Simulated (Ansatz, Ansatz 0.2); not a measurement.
# Sphalerite ZnS: cell edge and Zn–S bond length from r2SCAN, with PBE for comparison

## Reference data

The bond length comes from Zn K-edge EXAFS on a commercial ZnS reference powder: a first-shell Zn–S distance of 2.34 Å ("The Critical Role of Thioacetamide Concentration in the Formation of ZnO/ZnS Heterostructures by Sol-Gel Process", 2018, PubMed Central 5853688). No uncertainty is given with it; I allow 0.02 Å, the usual accuracy of a shell fit. The distance may have been held fixed in the fit, and it would hardly tell sphalerite from wurtzite.

The cell edge, 5.411 Å, was obtained by X-ray diffraction with a LaB6 internal standard on untreated, coarse-grained polycrystalline ZnS ("On the Surface Hardening of Zinc Sulfide Windows by Gallium Sulfide", 2024, PubMed Central 11595366). I read the bracketed digit after this value as a further decimal.

| compared with | measured | source's wording or label | method |
| --- | --- | --- | --- |
| Zn-S, nearest pair (Å) | 2.34 | Zn-S first-shell distance | Zn K-edge EXAFS |
| cell edge a (Å) | 5.411 | 5.411(0) A | X-ray diffraction with LaB6 internal standard |

Conditions are those given with the value in the passage it was taken from; "not stated" means there, and the paper may say more elsewhere.

## Method

The aim is to reproduce both lengths with the two-atom primitive cell of ideal sphalerite, relaxing cell and atoms. Symmetry fixes the atoms, so the bond is √3/4 of the cubic edge and the two comparisons test a single computed length. The diffraction edge is the sharper test; the EXAFS distance is a consistency check from another sample and method.

I ask for agreement within 0.5 % on each. That is about 0.03 Å on the edge, tight enough to expose the errors that LDA (too short) and PBE (too long) commonly make in such semiconductors. On the bond it is about 0.01 Å, less than the EXAFS allowance, so a result near that limit would decide nothing. The calculation is static; zero-point and thermal expansion should make the measured edge longer by a few tenths of a per cent at most, and EXAFS adds a few thousandths of an ångström through the thermal mean of the instantaneous distance.

I start with r2SCAN, which usually removes much of PBE's overestimate without a fitted dispersion term. PBE follows for scale, with a test of the plane-wave cutoff.

System: ZnS (Sphalerite); F-43m (No. 216), 2 atoms in the cell used, edges 3.8250, 3.8250, 3.8250 A, angles 60.00, 60.00, 60.00 deg; cell from a published crystal structure; structure from the Crystallography Open Database.

## 1. The r2SCAN cell

A full relaxation gives both lengths at once. Relaxing only the atoms in the diffraction cell would be cheaper but empty here, because symmetry would return the starting bond length. I expect an edge within half a per cent of experiment, preferably slightly short, since the calculation leaves out thermal and zero-point expansion.

**Run 1.** Ansatz 0.2: r2SCAN, cell and atoms relaxed, cutoff 500 eV, mesh 9x9x9, Fermi-Dirac 0.05 eV.

Key lines of the input:
```
crystal:
  lattice:
    - [0.0, 2.70465, 2.70465]
    - [2.70465, 0.0, 2.70465]
    - [2.70465, 2.70465, 0.0]
  atoms:
    - { symbol: Zn, position: [0.0, 0.0, 0.0] }
    - { symbol: S, position: [0.25, 0.25, 0.25] }
kpoints:
  mp_grid: { grid: [9, 9, 9] }
scf:
  occupations: { method: fermi_dirac, width: 0.05 }
hamiltonian:
  xc: r2scan
  pseudopotentials: { kind: paw }
output:
  forces: true
  stress: true
relax:
  f_tol: 0.01
  max_steps: 60
  cell: {}
```

Command:
```
ansatz run input.yaml --threads 4 --pin off --max-ram 8192MiB --backend cpu --events-out ev --progress --plain --runs-dir out
```

Selected lines of the output:
```
relax step   1: F+E_penalty+E_count = -4233.44920640 eV  max|allowed force component| = 1.850e-16 eV/Å  P = -0.862 GPa  Ω = 39.570 …
relax step   4: F+E_penalty+E_count = -4233.45041387 eV  max|allowed force component| = 8.558e-17 eV/Å  P = +0.004 GPa  Ω = 39.126 Å³  stress off target by 3.89e-3 GPa
    - [2.73876246768138e-33, 2.694501883126199, 2.694501883126199]
```

Converged; 8.2 s on 4 cores of Intel Xeon at 2.70GHz, shared host.

| quantity | run 1 | measured | deviation |
| --- | --- | --- | --- |
| Zn-S, nearest pair (Å) | 2.334 | 2.34 | −0.006 (−0.3 %) |
| cell edge a (Å) | 5.389 | 5.411 | −0.022 (−0.4 %) |
| volume per atom (Å³) | 19.56 |  |  |

The edge relaxes to 5.389 Å, 0.4 % below the diffraction value: inside the target, on the expected side, but only narrowly. The starting cell, a published diffraction structure, has almost the same edge as the measured one, so the shortfall does not hang on one sample.

The bond of 2.334 Å is compatible with the EXAFS distance. With 0.02 Å to allow on that distance, an equally good measurement could put the same result outside half a per cent, so I leave this comparison undecided. The small final pressure shows that the relaxation has finished; it does not settle the cutoff.

## 2. PBE for scale, with cutoff and mesh

I now relax the cell with PBE as the neighbouring level, and repeat it once with a much higher cutoff and once with a coarser mesh. The pair of cutoffs shows how far the basis moves the edge; the coarser mesh shows how sensitive this wide-gap solid is to sampling. Both tests hold for PBE only and cannot certify the r2SCAN edge, but they tell me whether the PBE result is a sound yardstick. I expect PBE to come out about one per cent too long, with shifts from cutoff and mesh well below that.

**Run 2.** Ansatz 0.2: PBE, cell and atoms relaxed, cutoff 420 eV, mesh 9x9x9, Fermi-Dirac 0.05 eV.

Key lines of the input, as changed from run 1:
```diff
  hamiltonian:
-   xc: r2scan
+   xc: pbe
```

Selected lines of the output:
```
  P = ⅓ Tr σ = 0.0182 GPa (0.182 kbar)
    - [1.7833802115134567e-33, 2.721559101690704, 2.721559101690704]
```

Converged; 3.2 s on the same hardware.

**Run 3.** Ansatz 0.2: PBE, cell and atoms relaxed, cutoff 700 eV, mesh 9x9x9, Fermi-Dirac 0.05 eV.

Key lines of the input, as changed from run 2:
```diff
+ basis:
+   ecutwfc: 700
```

Selected lines of the output:
```
  P = ⅓ Tr σ = 0.0185 GPa (0.185 kbar)
    - [1.2738430082238973e-33, 2.721428840773015, 2.721428840773015]
```

Converged; 8.7 s on the same hardware.

**Run 4.** Ansatz 0.2: PBE, cell and atoms relaxed, cutoff 420 eV, mesh 5x5x5, Fermi-Dirac 0.05 eV.

Key lines of the input, as changed from run 2:
```diff
  kpoints:
-   mp_grid: { grid: [9, 9, 9] }
+   mp_grid: { grid: [5, 5, 5] }
```

Selected lines of the output:
```
    - [-4.808757356045208e-34, 2.7224320081851445, 2.7224320081851445]
```

Converged; 2.8 s on 4 cores of Intel Xeon at 2.50GHz (Skylake/Cascade Lake), shared host.

| quantity | run 2 | run 3 | run 4 | measured |
| --- | --- | --- | --- | --- |
| Zn-S, nearest pair (Å) | 2.357 | 2.357 | 2.358 | 2.34 |
| cell edge a (Å) | 5.443 | 5.443 | 5.445 | 5.411 |
| volume per atom (Å³) | 20.16 | 20.16 | 20.18 |  |

PBE gives an edge of 5.443 Å, 0.6 % above the diffraction value and a narrow miss of the target. I had expected an excess of about one per cent, so PBE does better here than I assumed. Its bond of 2.357 Å is also too long, but lies within the 0.02 Å I allow on the EXAFS distance, and that comparison stays undecided.

Raising the cutoff from 420 to 700 eV leaves the PBE edge unchanged to the third decimal; what difference remains is too small to separate from the stopping threshold of the relaxations. The coarser mesh lengthens the edge by only 0.002 Å. Neither setting accounts for the PBE excess of 0.032 Å.

## Comparison with experiment

| run | settings | Zn-S, nearest pair (Å) | deviation | cell edge a (Å) | deviation | cost |
| --- | --- | --- | --- | --- | --- | --- |
| 1 | r2SCAN, cutoff 500 eV, mesh 9x9x9 | 2.334 | −0.006 (−0.3 %) | 5.389 | −0.022 (−0.4 %) | under 1 core-min |
| 2 | PBE, cutoff 420 eV, mesh 9x9x9 | 2.357 | +0.017 (+0.7 %) | 5.443 | +0.032 (+0.6 %) | under 1 core-min |
| 3 | PBE, cutoff 700 eV, mesh 9x9x9 | 2.357 | +0.017 (+0.7 %) | 5.443 | +0.032 (+0.6 %) | under 1 core-min |
| 4 | PBE, cutoff 420 eV, mesh 5x5x5 | 2.358 | +0.018 (+0.8 %) | 5.445 | +0.034 (+0.6 %) | under 1 core-min |
|  | measured | 2.34 |  | 5.411 |  |  |

## Discussion

The r2SCAN relaxation meets the target for the cell edge narrowly: 5.389 Å against 5.411 Å, 0.4 % short where I allowed 0.5 %. The bond, 2.334 Å against 2.34 Å, is compatible with experiment but undecided as a test, because the EXAFS allowance is wider than the target. The relaxation took under one core-minute.

Symmetry ties the bond to the edge, so these are not two independent successes. The EXAFS distance may also have been fixed in the fit, which leaves the diffraction edge to carry the verdict.

PBE misses the edge narrowly on the long side, by 0.6 %. The margins on either side of the limit are too thin to rank the two functionals on. Thermal and zero-point expansion, which I estimate at a few tenths of a per cent at most and did not calculate, would lengthen both computed edges. That would reduce or remove the r2SCAN shortfall and widen the PBE excess. The r2SCAN agreement therefore needs no cancellation against the missing motion, though what remains after such a correction is unknown. For the bond, the thermal averaging in EXAFS acts in the same direction, by a few thousandths of an ångström.

The cutoff test was useful in showing that the PBE excess does not come from the basis; the coarser mesh added little. I spent these checks on the neighbouring level, however, and r2SCAN had no cutoff, mesh or potential test of its own. With only about 0.005 Å to spare on the edge, its narrow pass stands for the settings used, not as a converged limit of the functional.

[Logs are printed without paths, hosts, clocks, repeated set-up lines and the standing remarks that a program may print on its own settings, such as how far it seeks lower states.]

[The runs shown are a pick from a larger set of finished runs; failed, doubtful and other runs were left out of it ahead of writing. So were measured values far from every level or from commonly accepted values, and agreement can look better than it is. Lines of input and output are excerpts and may be shortened.]
